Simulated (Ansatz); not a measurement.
**Isomers of C4H4F4**

3 of its isomers, all singlets with charge 0: A = `FC/C=C(/F)C(F)F`; B = `FC(F)/C=C\C(F)F`; C = `FC/C=C\C(F)(F)F`.

Shapes, held fixed at every level: PBE0-D4/def2-TZVP. Flexible molecules stand in one conformer, not always the lowest. Programs: Ansatz 0.2.0.

A:

```xyz
12

F    -0.3568   -0.3960   -1.8754
C    -0.9700   -1.1089   -0.8691
C    -0.5810   -0.6837    0.4989
C     0.2526    0.2629    0.8967
F     0.4378    0.4577    2.2074
C     1.0734    1.2130    0.0830
F     0.7328    2.4872    0.4006
F     2.3834    1.0602    0.3998
H    -2.0531   -0.9983   -0.9963
H    -0.7208   -2.1667   -1.0123
H    -1.0682   -1.2503    1.2884
H     0.9470    1.0677   -0.9876
```

B:

```xyz
12

F     2.3313    0.9147    1.2999
C     1.0656    0.8244    0.8207
F     0.2602    0.4860    1.8635
C     1.0187   -0.2217   -0.2502
C    -0.0860   -0.7498   -0.7534
C    -1.4805   -0.3860   -0.3453
F    -1.6441    0.9645   -0.3331
F    -2.3554   -0.8914   -1.2502
H     0.7620    1.8177    0.4775
H     1.9884   -0.5377   -0.6185
H    -0.0223   -1.5142   -1.5199
H    -1.7609   -0.7618    0.6430
```

C:

```xyz
12

F    -0.0622    1.7891   -0.6405
C     1.1346    1.1752   -0.3936
C     1.0152   -0.2189    0.1004
C    -0.0499   -0.9690    0.3448
C    -1.4958   -0.6016    0.1838
F    -1.8249   -0.3016   -1.0767
F    -1.8666    0.4251    0.9553
F    -2.2557   -1.6513    0.5436
H     1.7217    1.1789   -1.3209
H     1.6826    1.7728    0.3462
H     1.9862   -0.6746    0.2834
H     0.0916   -1.9795    0.7081
```

Electronic energies in kJ/mol, without zero-point or thermal terms.

```json
{"level": "HF/def2-TZVPP", "kind": "Hartree–Fock", "B − A": "-38.3", "C − A": "-52.3"}
{"level": "r2SCAN-D4/def2-TZVPP", "kind": "meta-GGA", "B − A": "-30.1", "C − A": "-49.5"}
{"level": "wB97M-V/def2-TZVPP", "kind": "range-separated hybrid", "B − A": "-34.1", "C − A": "-49.2"}
{"level": "B2PLYP/def2-TZVPP", "kind": "double hybrid", "B − A": "-32.0", "C − A": "-44.7"}
{"level": "MP2/def2-SVP", "kind": "perturbation theory", "B − A": "-40.1", "C − A": "-62.5"}
{"level": "CCSD/def2-SVP", "kind": "coupled cluster or CI", "B − A": "-40.3", "C − A": "-60.0"}
{"level": "MP2/def2-TZVPP", "kind": "perturbation theory", "B − A": "-37.2", "C − A": "-50.9"}
```

MP2/def2-TZVPP puts C lowest of these. All levels agree on that. The B − A difference spans -40.3 to -30.1 kJ/mol over the levels.

Every level gives the same order, with C lowest, then B, then A. The order follows how the fluorines are grouped: A has one CHF2 group, B has two, and C has a CF3 group. Fluorines sharing a saturated carbon stabilise one another, as lone pairs on one donate into the σ* orbital of a neighbouring C–F bond and the positively charged carbon strengthens the bonds electrostatically. B and C differ only in how fluorine is spread over the two saturated end carbons, so their gap probably reflects this effect quite directly. A also carries a vinylic fluorine, so its higher energy mixes the loss of geminal contacts with the different preference of an alkene carbon for fluorine.

Hartree–Fock already gives the order, so it does not depend on electron correlation. In MP2 the larger basis reduces C − A from -62.5 to -50.9 kJ/mol, while CCSD and MP2 nearly agree in the small one, which suggests that the largest values mainly reflect basis incompleteness. As all three carbon chains are cis, the results say nothing about the trans forms.
